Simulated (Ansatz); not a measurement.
## Ligand exchange: C2H5FSn + CHBrClF → C2H6Sn + CBrClF2

Species: C2H5FSn `C=[CH][SnH2][F]`, singlet; CHBrClF (bromochlorofluoromethane) `FC(Cl)Br`, singlet; C2H6Sn `C=[CH][SnH3]`, singlet; CBrClF2 `FC(F)(Cl)Br`, singlet. The partners trade F for H: Sn–F and C–H bonds give way to Sn–H and C–F.

Shapes, held fixed at every level: PBE0-D4/def2-TZVP. Flexible molecules stand in one conformer, not always the lowest. Programs: Ansatz 0.2.0. The zero-point and thermal change to 298 K, harmonic and unscaled (PBE0-D4/def2-TZVP), is -11.0 kJ/mol.

```tsv
level	kind	ΔH(298 K) (kJ/mol)	less CCSD(T)/def2-TZVPP	CPU time (sum over the molecules)
HF/def2-SVP	Hartree–Fock	+96.9	-8.4	–
SPW92/def2-TZVPP	LDA	+77.0	-28.3	9.6 s
PBE-D4/def2-TZVPP	GGA	+101.0	-4.3	19 s
r2SCAN-D4/def2-TZVPP	meta-GGA	+102.4	-2.9	32 s
PBE0-D4/def2-TZVPP	global hybrid	+100.8	-4.5	20 s
CCSD/def2-SVP	coupled cluster or CI	+87.7	-17.6	–
CCSD(T)/def2-TZVPP	coupled cluster or CI	+105.3	0.0	5.9 min
```

The highest level, CCSD(T)/def2-TZVPP, gives ΔH(298 K) = +105.3 kJ/mol; the levels span +77.0 to +105.3. The column of differences is taken from that level and isn't an error. No measured value is set beside it here. For atoms past krypton def2 sets carry core potentials with scalar relativity. Relativity is left out for Br unless named. Correlated rows may include outer-core shells of Br, Sn, which these sets cover unevenly. Times are processor times on shared x86 and Arm servers, and rough.

The exchange is strongly endothermic at every level, so fluorine prefers tin to the halogenated carbon. Tin is much more electropositive than carbon, and its bond to fluorine is strong and highly polar. The Sn–H bond that replaces it is weak and nearly apolar, with poor overlap between tin's diffuse valence orbitals and hydrogen 1s. The new C–F bond, probably helped by geminal halogen stabilisation, repays only part of this cost. The thermal term of -11.0 kJ/mol favours the products, as expected when a stiff C–H oscillator gives way to a softer Sn–H one.

PBE and PBE0 nearly coincide, so exact exchange matters little here, whereas the low LDA value points to the importance of density gradients when such unlike bonds are exchanged. Hartree–Fock lies closer to the reference than CCSD in the same small basis, which suggests error cancellation rather than a minor role for correlation. The gap between CCSD and CCSD(T) cannot be assigned to triples alone, because the basis changes too.
